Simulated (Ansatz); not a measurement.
# Collinear magnetic orders of Cu₃Au-type AlFe₃: PBEsol energies and a test of pair couplings

We calculated the energies of five collinear spin orders of AlFe₃ in the Cu₃Au-type structure with PBEsol, all in one fixed crystal cell. Energies are given per Fe atom, relative to the order with all Fe moments parallel; a positive value means less stable. The first question is which order is lowest, since that decides whether the compound carries a net moment. The second is whether pair couplings over three shells of Fe neighbours reproduce the energies, because such couplings are the usual input to models of magnetic ordering with temperature. The results concern this structure only: the familiar stable form of Fe₃Al is the bcc-based D0₃ phase.

## Method

One system, AlFe3 (Cu3Au-type, Pm-3m), 4 atom(s) a primitive cell, from cells of the Materials Project database (relaxed there by DFT; the phase may be known from computation alone). Ansatz 0.2.0, plane waves with the earlier PAW datasets of its set soft_1, cutoff 420 eV, Fermi-Dirac smearing of 0.1 eV, k meshes whose coarsest spacing along a reciprocal vector is 0.14 to 0.25 1/Å over all runs (2π included). Functional: PBEsol, no Hubbard U; collinear spins, no spin-orbit coupling. Atoms are fixed. Each order is started from typed moments on Fe, in the primitive cell or in a cell doubled at wavevector q (fractions of the primitive reciprocal vectors), on meshes of about the same density or denser; only runs that kept their pattern of signs are listed. Runs that did not converge or carry a known fault are not listed. The same in all rows: metal or insulator in the row's run, judged by its smearing entropy or density of states at the Fermi energy (a gap under a few smearing widths counts as a metal): metal.

Notes on method and selection:

- In a Heisenberg model with E = -sum over ordered pairs of J e_i.e_j, the energy per magnetic atom is E0 less the sum over shells of J times the listed sum; further shells and changes of moment size are outside it.
- Each state is what a run reaches from typed starting moments; only a few collinear orders were started, so the lowest found need not be the ground state. Spin-orbit coupling is left out of these energies, which are free energies at the smearing width. A magnetic atom is one that was given a starting moment.
- Site moments count the spin inside each program's own atomic sphere, so they depend somewhat on its radius and leave out the spin between the spheres.
- Ansatz's own search for a lower self-consistent state was switched off in these runs, so a run may rest in a state that is not the lowest for its pattern of moments.
- The shell on the horizontal axis is the one of the three whose sum correlates best with the energies.
- Runs that did not converge, have known faults or may not be shown are not listed, and runs on Ansatz's PAW sets soft_1 and soft_2 are kept to separate tables.

Columns:

- shell at 2.57 Å: sum of e_i.e_j over the 8 Fe neighbours at 2.57 Å, mean over magnetic atoms (+1 parallel, -1 opposed).
- shell at 3.64 Å: sum of e_i.e_j over the 6 Fe neighbours at 3.64 Å, mean over magnetic atoms (+1 parallel, -1 opposed).
- shell at 4.46 Å: sum of e_i.e_j over the 16 Fe neighbours at 4.46 Å, mean over magnetic atoms (+1 parallel, -1 opposed).
- moment (μB): largest site spin moment.
- net moment (μB): size of the net spin moment per magnetic atom.
- energy (meV): energy less that of the parallel order, per magnetic atom.

Input lines of one member:

```
magnetization:
  spin_polarized: true
kpoints:
  mp_grid: { grid: [12, 12, 12] }
hamiltonian:
  xc: pbesol
  pseudopotentials: { kind: paw, azcp: { folder: soft_1 }, xc_functional: pbe }
scf:
  occupations: { method: fermi_dirac, width: 0.1 }
  lower_state_search: "off"
```

Command (options for logging and memory left out): `ansatz run input.yaml`

## Table of results

| member | shell at 2.57 Å | shell at 3.64 Å | shell at 4.46 Å | moment (μB) | net moment (μB) | energy (meV) |
| --- | --- | --- | --- | --- | --- | --- |
| opposed q=(0,0,1/2) +--++- | −2.67 | 2 | 5.33 | 1.93 | 0.00 | 203.5 |
| partly opposed ++- | −2.67 | 6 | −5.33 | 1.85 | 0.60 | 204.7 |
| opposed q=(1/2,1/2,1/2) +-+-+- | 0.00 | −6 | 0.00 | 1.76 | 0.00 | 189.6 |
| opposed q=(0,0,1/2) +-+-+- | 2.67 | 2 | −5.33 | 2.11 | 0.00 | 98.2 |
| parallel +++ | 8.00 | 6 | 16.00 | 2.31 | 2.26 | 0.0 |

Least-squares fits to the whole series, with x = shell at 2.57 Å; R² and errors in the fitted variable (y, or ln y where the fit is in ln y):

| y | members | fit | R² | rms residual | leave-one-out rms | the same for the mean of the others |
| --- | --- | --- | --- | --- | --- | --- |
| energy (meV) | 5 | y = 160.2 − 19.69 x | 0.97 | 15 | 21 | 100 |

## Reading the trend

The parallel order is the lowest of the five. Next comes +-+-+- at q=(0,0,1/2), 98.2 meV higher, and the other three lie between 189.6 and 204.7 meV. The energy falls as more of the eight nearest Fe neighbours are parallel.

The simplest model for this follows in three steps.

1. Each Fe moment is taken to have a fixed length and only its direction eᵢ changes. The energy is a sum over pairs, E = −Σ J eᵢ·eⱼ, with each pair counted twice. Per Fe atom this gives E = E₀ − J₁S₁ − J₂S₂ − J₃S₃, where S₁, S₂ and S₃ are the three tabulated neighbour sums.

2. Only the shell at 2.57 Å is kept, so E = E₀ − J₁S₁. A positive J₁ favours parallel neighbours.

3. The parallel order has S₁ = 8.00 and defines zero energy, so E₀ = 8.00 J₁ and E = J₁(8.00 − S₁).

The printed line, which leaves E₀ free, has J₁ = 19.69 meV. Predicting each order from the other four gives a typical error of 21 meV, against 100 meV when the mean of the others is used. The nearest shell therefore carries real predictive weight, although five orders are a small test.

Band theory offers a reason for the positive sign. Between parallel neighbours, d states of the same spin lie at the same energy and mix strongly; between opposed neighbours they are shifted apart by the exchange splitting. When the majority d states are nearly full and the minority states partly filled, the stronger mixing can favour parallel alignment. The largest Fe moment also depends on the order, from 2.31 μB in the parallel state to 1.76 μB at q=(1/2,1/2,1/2), so the fixed length in step 1 is an approximation.

## Testing the model

We fix the one-shell model on the parallel order and the partly opposed order ++-:

J₁ = (204.7 − 0.0) / (8.00 + 2.67) = 19.18 meV.

The other three orders then follow.

- **+-+-+- at q=(0,0,1/2):** 19.18 × (8.00 − 2.67) = 102.2 meV. The table has 98.2, which is 4.0 lower.
- **+--++- at q=(0,0,1/2):** 19.18 × (8.00 + 2.67) = 204.7 meV. The table has 203.5, which is 1.2 lower. This order has the same S₁ as ++-, so the model gives both the same energy.
- **+-+-+- at q=(1/2,1/2,1/2):** 19.18 × (8.00 − 0.00) = 153.4 meV. The table has 189.6, and 189.6 − 153.4 = 36.2 meV higher is a clear miss.

The full three-shell model has four constants for five energies, which leaves one test. Take the parallel order once, ++- three times and q=(1/2,1/2,1/2) twice, then subtract three times each of the two q=(0,0,1/2) orders. Every neighbour sum cancels, and so does E₀, so the energies should also add to zero. They give

0.0 + 3 × 204.7 + 2 × 189.6 − 3 × 203.5 − 3 × 98.2 = 88.2 meV.

A least-squares fit spreads this mismatch over the five orders and leaves an rms residual of 88.2 / √(5 × 32) = 7.0 meV, where 32 is the sum of the squared weights. That looks better than the 15 meV of the one-shell line, but prediction is worse. When one order is left out, its error is the mismatch divided by its weight: 88.2 meV for the parallel order, 88.2 / 2 = 44.1 meV for q=(1/2,1/2,1/2) and 88.2 / 3 = 29.4 meV for each of the others, or about 50 meV rms. The one-shell line has 21.

## Exceptions

Largest departures from the fit to the whole series:

| member | energy (meV) | fit | computed − fit | in rms residuals |
| --- | --- | --- | --- | --- |
| opposed q=(1/2,1/2,1/2) +-+-+- | 189.6 | 160.2 | +29.4 | 2.0 |
| opposed q=(0,0,1/2) +-+-+- | 98.2 | 107.6 | −9.4 | 0.6 |
| opposed q=(0,0,1/2) +--++- | 203.5 | 212.8 | −9.3 | 0.6 |
| partly opposed ++- | 204.7 | 212.8 | −8.1 | 0.5 |

The clear failure is q=(1/2,1/2,1/2), which lies about 36 meV above the one-shell model fixed on two orders and 29.4 meV above the printed line.

Variable moment length may contribute, but a simple estimate doesn't settle how much. Suppose pair energies scale with the squared moment and each moment takes the length of lowest energy. The slope of the energy against S₁ then follows the squared moment. If that square changes linearly with S₁ between ++- and parallel, the energy is a parabola lying above the straight line. Relative to its mean, the square changes by 2 × (2.31² − 1.85²) / (2.31² + 1.85²) = 0.44 over a range of 8.00 + 2.67 = 10.67 in S₁. The rise at S₁ = 0 is then about 0.5 × 19.18 × 0.44 / 10.67 × 2.67 × 8.00 = 8 meV, where the half comes from integrating the linear slope. However, the table contradicts the linear change at this very order. The squares are 1.85 × 1.85 = 3.42 for ++- and 2.31 × 2.31 = 5.34 for the parallel order, so the line gives 3.42 + (5.34 − 3.42) × 2.67 / 10.67 = 3.90 at S₁ = 0. The computed moment gives only 1.76 × 1.76 = 3.10, less than in ++-, although S₁ is higher. The 8 meV is therefore no measure of what moment length does here, and its share of the miss stays open. The same argument raises +-+-+- at q=(0,0,1/2) by about 11 meV. That order shows no such rise: it lies 4.0 meV below the model at the smearing used, and almost on it when the energies are extrapolated to zero width.

The cut-off after three shells may also fail. Each Fe has 12 Fe neighbours at 3.64 × √2 = 5.15 Å. Their sums are −4 in both q=(0,0,1/2) orders and +12 in the other three, so a coupling of −88.2 / 96 = −0.92 meV would remove the mismatch. It would also use up the last free energy, leaving no test. Couplings among three or more spins, or a run resting above the lowest state of its pattern, remain possible too.

## Summary

Among these five orders the parallel one is lowest by 98.2 meV per Fe atom, and it carries a net moment of 2.26 μB per Fe atom. A positive nearest-neighbour coupling, about 19 meV at the smearing used, accounts for most of the energy differences. Adding the second and third shells improves the fit but not the prediction, so their fitted couplings should not be passed on as established values. An order outside the five, including a non-collinear one, could still be lower.

We know of no omitted effect as large as the 204.7 meV spread. Relaxing the cell for each order would probably lower the small-moment orders relative to the parallel one. The three highest orders lie within 204.7 − 189.6 = 15.1 meV of one another, so relaxation could change their sequence. Spin-orbit coupling should shift the differences by about 1 meV or less, with a sign not shown in the table. The smearing width matters more: extrapolated to zero width, the same runs put each of the other four orders further above the parallel one, by more than the 4.0 meV departure met in the test. The sequence of the five orders and the clear miss at q=(1/2,1/2,1/2) remain, while the nearest-neighbour coupling becomes somewhat larger.

[Logs are printed without paths, hosts, clocks, repeated set-up lines and the standing remarks that a program may print on its own settings, such as how far it seeks lower states.]
